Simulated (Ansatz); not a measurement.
# Ir: pressure against volume per atom

All results are calculated (Ansatz 0.2.0). Periodic Kohn-Sham DFT of a crystal at fixed atoms; pressure and stress are positive in compression; the energy is the free energy less that of spherical unpolarised free atoms; site moments are those in the method's own spheres, positive along +z.

Cell of the first row (space group Fm-3m, No. 225):
```
cell vectors (Å)
   0.0000     1.8805     1.8805
   1.8805     0.0000     1.8805
   1.8805     1.8805     0.0000
atoms (fractions of the cell vectors)
Ir  0.00000  0.00000  0.00000
```

Settings of every row: method frozen-core PAW; functional PBEsol; relativity scalar; k mesh 18x18x18; filling fermi-dirac; smearing width 0.05 eV; wave cutoff 420 eV; paw set soft_2.

Atom start moment: 0 on all atoms.

Limits: PAW files made with PBE; no spin-orbit coupling on heavy atoms.

| row | volume per atom (Å³) | pressure (GPa) |
| --- | --- | --- |
| 1 | 13.3 | 24.315 |
| 2 | 13.583 | 14.208 |
| 3 | 13.866 | 5.249 |
| 4 | 14.008 | ? |
| 5 | 14.149 | -2.687 |
| 6 | 14.291 | -6.305 |
| 7 | 14.432 | -9.711 |
| 8 | 14.715 | -15.923 |
| 9 | 14.998 | -21.412 |

Question: what pressure should row 4 give?

Worked fit of pressure. Take u = (V_r/V)^(2/3) − 1 with V_r = 14.22 Å³ an atom, which is twice the finite (Eulerian) strain; such expansions in the strain, on which the Birch-Murnaghan equation of state is built, carry the rest volume and the bulk modulus. The shown rows have u = 0.0456, 0.03103, 0.01695, 0.00334, -0.00331, -0.00982, -0.02255, -0.03489. Least squares give pressure = −4.5273 + 545.376 × u + 1824.92 × u² + 1876 × u³ GPa; a parabola predicts inner rows, each left out in turn, worse (root mean square 0.031 against 0.0054 GPa). The rows lie off it by 0.001, -0.001, -0.001, -0.002, 0.008, -0.002, -0.004, 0.002 (root mean square 0.0034 GPa). The pressure vanishes at u = 0.0081, or V = 14.05 Å³ an atom, and there the bulk modulus at fixed shape and fractions is B = −V dP/dV = (2/3)(1 + u) dP/du = 387 GPa. The withheld row has u = 0.01006, so the fit gives −4.5273 + 545.376 × (0.01006) + 1824.92 × (0.01006)² + 1876 × (0.01006)³ = 1.146 GPa.

The calculation gave 1.162 GPa. The fit lies 0.016 GPa (1.4 % of the value, 0.035 % of the column's range) below it; its largest miss of a shown row is 0.008 GPa.
